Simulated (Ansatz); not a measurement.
## MgB$_{2}$: Boltzmann equation against the high-temperature formula — Ansatz, plane waves and PAW

Space group P6/mmm (No. 191), 3 atoms in the cell of the first input below: a = 3.078 Å, b = 3.078 Å, c = 3.514 Å, α = 90.00°, β = 90.00°, γ = 120.00°.

The structure is a measured one, not always of the ambient phase, relaxed without spin–orbit coupling to zero pressure (pressure 0.0 GPa with this functional, without spin–orbit coupling). Functional: PBE.

Input:

```yaml
crystal:
  lattice:
    - [3.0782022112, 0.0, 0.0]
    - [-1.5391011056, 2.6658013129, 0.0]
    - [0.0, 0.0, 3.5136169657]
  atoms:
    - { symbol: Mg, position: [0.0, 0.0, 0.0] }
    - { symbol: B, position: [0.3333333333, 0.6666666667, 0.5] }
    - { symbol: B, position: [0.6666666667, 0.3333333333, 0.5] }
basis:
  ecutwfc: 420
  ecutrho_ratio: 4
kpoints:
  mp_grid: { grid: [12, 12, 10] }
hamiltonian:
  xc: pbe
scf:
  occupations: { method: methfessel_paxton, width: 0.2 }
output: {}
phonons:
  supercell: [2, 2, 2]
  qpath:
    path:
      - [[0.0, 0.0, 0.0], [0.5, 0.0, 0.0], [0.33333333, 0.33333333, 0.0], [0.0, 0.0, 0.0], [0.0, 0.0, 0.5], [0.5, 0.0, 0.5], [0.33333333, 0.33333333, 0.5], [0.0, 0.0, 0.5]]
      - [[0.5, 0.0, 0.5], [0.5, 0.0, 0.0]]
      - [[0.33333333, 0.33333333, 0.5], [0.33333333, 0.33333333, 0.0]]
    npoints: 6
  electrical_resistivity: { mesh: [24, 24, 20], temperatures: [50, 100, 200, 300, 500] }
  superconductivity: { mesh: [24, 24, 20], eliashberg_equations: false }
```

```bash
ansatz run input.yaml --threads 8 --pin off --max-ram 15360MiB --backend cpu --events-out ev --progress --plain --runs-dir out
```

Time: 64 s on 8 threads of Arm Neoverse V2, on a shared host, peak memory 1.9 GiB.

λ_tr,xx from the finest mesh down: 0.553, 0.535, 0.395. The next coarser mesh moves the resistivity at 300 K by 4 % along the axis that moves most.

The run gives λ_tr,xx = 0.553 and a Drude plasma energy ħω_p,xx = 7.17 eV.

**Question.** Estimate the resistivity along x at 300 K from the high-temperature formula.

**Answer.** ħ/τ = 2π λ_tr k_B T = 0.0898 eV and ρ = 1/(ε0 ω_p² τ) = 12.99 μΩ cm. The Boltzmann solution gives 6.27 μΩ cm, so the estimate is 107 % high.

```tsv
T (K)	ρ_xx (μΩ cm)	ρ_zz (μΩ cm)	formula, xx	R_H, field along x (10⁻¹¹ m³/C)	R_H, field along z (10⁻¹¹ m³/C)
50	0.01	0.01	2.16	-22.6	24.9
100	0.18	0.19	4.33	-10.5	21.9
200	2.23	2.14	8.66	-6.24	17.2
300	6.27	5.88	12.99	-6.01	16.5
500	15.61	14.24	21.65	-6.29	15.8
```

The sign of R_H depends on the direction of the field, so it shows no single kind of carrier. At 300 K the next coarser mesh moves R_H by up to 11 %.

At 50 K the solution is 0.0032 times the linear formula, and at 500 K 0.72 times. The formula is meant for temperatures above the phonon energies and for bands that vary little within k_B T.

Caveats: not converged in the fine mesh; small supercell, couplings not converged in it.

The linear formula overestimates the resistivity at every temperature listed, but the discrepancy shrinks steadily on heating. The main reason is the stiffness of the boron lattice: light atoms and strong in-plane covalent bonds put much of the coupled phonon spectrum well above k_B T at room temperature. Those modes are only partly populated, whereas the formula gives each its full classical weight, so even 300 K isn't yet the high-temperature regime.

The opposite Hall signs fit the known Fermi surface, in which nearly two-dimensional σ hole cylinders coexist with three-dimensional π sheets. With the field along z, the in-plane orbits on the cylinders favour a positive coefficient; with the field along x, the π carriers probably dominate.

The nearly isotropic resistivity disagrees with single-crystal measurements, which generally find clearly poorer conduction along c. A likely contribution is defect scattering, absent from this ideal-crystal calculation, which can suppress the π-band conduction that carries most of the current along c.
